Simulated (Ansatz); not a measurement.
## Y: energy change per atom and pressure against volume scale

Plane-wave DFT, scalar-relativistic PAW made under PBE with cores redone for the functional, no dispersion; the given relaxed cell is scaled uniformly, energy at zero smearing counts from the unscaled cell, pressure at the given Fermi-Dirac smearing is positive in compression. The results are calculated, by Ansatz 0.2.0.

The cell before it is scaled or strained (space group P6/mmm, No. 191):
```
CELL_PARAMETERS angstrom
5.70000 0.00000 0.00000
-2.85000 4.93640 0.00000
0.00000 0.00000 3.56280
ATOMIC_POSITIONS crystal
Y 0.00000 0.00000 0.00000
Y 0.33333 0.66667 0.50000
Y 0.66667 0.33333 0.50000
```

Settings of every row: spin polarised no; functional BLYP; wave cutoff 420 eV; smearing width 0.1 eV; k mesh 7x7x10.

Atom starting moment: 0 on all atoms.

Limits: the cell comes from a prototype or a list of computed structures and needn't be the stable phase.

```
row  volume scale  V (Å³/atom)  energy change per atom (meV)  pressure (GPa)
  1          0.88       29.406                         64.44            5.98
  2          0.92       30.743                         26.04            3.63
  3          0.96       32.079                          5.51            1.67
  4          1.04       34.753                             ?               ?
  5          1.08       36.089                         24.85           -2.55
  6          1.12       37.426                         51.48           -3.52
```

Question: what energy change per atom and pressure should row 4 give?

Worked fit of energy change per atom. Take u = (V_r/V)^(2/3) − 1 with V_r = 32.079 Å³ an atom, which is twice the finite (Eulerian) strain; such expansions in the strain, on which the Birch-Murnaghan equation of state is built, carry the rest volume and the bulk modulus. The shown rows have u = 0.05972, 0.02877, 0, -0.07552, -0.09767. Least squares give energy change per atom = 5.484 + 437.25 × u + 9265.1 × u² meV; a straight line predicts inner rows, each left out in turn, worse (root mean square 24 against 0.53 meV). The rows lie off it by -0.20, 0.31, 0.03, -0.45, 0.32 (root mean square 0.3 meV). The withheld row has u = -0.05198, so the fit gives 5.484 + 437.25 × (-0.05198) + 9265.1 × (-0.05198)² = 7.79 meV.

The calculation gave 7.12 meV. The fit lies 0.67 meV (9.4 % of the value, 1.1 % of the column's range) above it; its largest miss of a shown row is 0.45 meV.

Worked fit of pressure. Take u = (V_r/V)^(2/3) − 1 with V_r = 32.079 Å³ an atom, which is twice the finite (Eulerian) strain; such expansions in the strain, on which the Birch-Murnaghan equation of state is built, carry the rest volume and the bulk modulus. The shown rows have u = 0.05972, 0.02877, 0, -0.07552, -0.09767. Least squares give pressure = 1.666 + 64.97 × u + 121.4 × u² GPa; a straight line predicts inner rows, each left out in turn, worse (root mean square 0.32 against 0.0084 GPa). The rows lie off it by 0.00, -0.01, 0.00, 0.00, 0.00. The pressure vanishes at u = -0.0270, or V = 33.42 Å³ an atom, and there the bulk modulus at fixed shape and fractions is B = −V dP/dV = (2/3)(1 + u) dP/du = 37.9 GPa. Letting shape and atoms relax would as a rule lower it, by much in layered, chain or molecular crystals. The withheld row has u = -0.05198, so the fit gives 1.666 + 64.97 × (-0.05198) + 121.4 × (-0.05198)² = -1.38 GPa.

The calculation gave -1.38 GPa. The fit meets it to the printed digit.
